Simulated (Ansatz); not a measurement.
A series in temperature on LiAl2B2

Results calculated with Ansatz 0.2.0, not measured. Harmonic vibrational free energy, entropy and heat capacity at constant volume, per atom, from the force constants of a q mesh, imaginary modes left out; plane waves with PAW datasets, Gamma-centred k mesh.

Structure of every row (space group P3m1, No. 156):
```
LiAl2B2
1.0
      3.0049     0.0000     0.0000
     -1.5025     2.6024     0.0000
      0.0000     0.0000     7.7636
Li Al B
1 2 2
Direct
  0.00000 0.00000 0.06484
  0.00000 0.00000 0.46456
  0.33333 0.66667 0.75574
  0.33333 0.66667 0.27022
  0.66667 0.33333 0.27232
```

Settings of every row: functional PBE; dispersion none; spin none; wave cutoff 420 eV; k mesh 12x12x6; occupations fermi dirac; smearing width 0.15 eV; pressure 0 GPa; phonon method linear response; q mesh 3x3x1.

Limits: coarse q mesh; metal sensitive to the k mesh; the cell comes from a prototype or a list of computed structures and needn't be the stable phase.

| row | temperature (K) | phonon entropy (kB/atom) | phonon heat capacity (kB/atom) | phonon free energy (meV/atom) |
| --- | --- | --- | --- | --- |
| 1 | 200 | 1.301 | 1.702 | 66.3 |
| 2 | 300 | 2.092 | 2.185 | 51.6 |
| 3 | 400 | 2.762 | 2.459 | 30.6 |
| 4 | 500 | 3.329 | 2.621 | 4.3 |
| 5 | 600 | 3.817 | 2.722 | -26.5 |
| 6 | 700 | 4.242 | 2.789 | -61.3 |
| 7 | 800 | ? | ? | ? |
| 8 | 900 | 4.953 | 2.867 | -140.8 |
| 9 | 1000 | 5.256 | 2.891 | -184.8 |

Question: what phonon entropy and phonon heat capacity should row 7 give?

Worked fit of phonon entropy. Entropy rises as the heat capacity times the change of ln T, so take t = ln(T / 300 K). The shown rows have t = -0.4055, 0, 0.2877, 0.5108, 0.6931, 0.8473, 1.0986, 1.204. Least squares give phonon entropy = 2.1143 + 2.18483 × t + 0.3628 × t² kB/atom; a straight line predicts inner rows, each left out in turn, worse (root mean square 0.088 against 0.018 kB/atom). The rows lie off it by 0.013, -0.022, -0.011, 0.004, 0.014, 0.016, 0.001, -0.015 (root mean square 0.014 kB/atom), a smooth pattern that one more power would take up: the form is only approximate. The slope at t = 0, 2.18 kB/atom, estimates the heat capacity at 300 K. The withheld row has t = 0.9808, so the fit gives 2.1143 + 2.18483 × (0.9808) + 0.3628 × (0.9808)² = 4.606 kB/atom.

The calculation gave 4.617 kB/atom. The fit lies 0.011 kB/atom (0.28 % of the column's range) below it; its largest miss of a shown row is 0.022 kB/atom.

Worked fit of phonon heat capacity. At high temperature a harmonic heat capacity falls short of its limit by a term in 1/T², so take t = (100 K / T)². The shown rows have t = 0.25, 0.11111, 0.0625, 0.04, 0.02778, 0.02041, 0.01235, 0.01. Least squares give phonon heat capacity = 2.9656 − 8.8805 × t + 15.338 × t² kB/atom; a straight line predicts inner rows, each left out in turn, worse (root mean square 0.086 against 0.022 kB/atom). The rows lie off it by -0.002, 0.017, -0.011, -0.014, -0.009, -0.002, 0.009, 0.013 (root mean square 0.011 kB/atom), a smooth pattern that one more power would take up: the form is only approximate. The constant, 2.9656 kB/atom, is to be held against the harmonic limit of 3 k_B an atom. The withheld row has t = 0.01562, so the fit gives 2.9656 − 8.8805 × (0.01562) + 15.338 × (0.01562)² = 2.831 kB/atom.

The calculation gave 2.835 kB/atom. The fit lies 0.004 kB/atom (0.34 % of the column's range) below it; its largest miss of a shown row is 0.017 kB/atom.

The other values of row 7: phonon free energy -99.5 meV/atom.
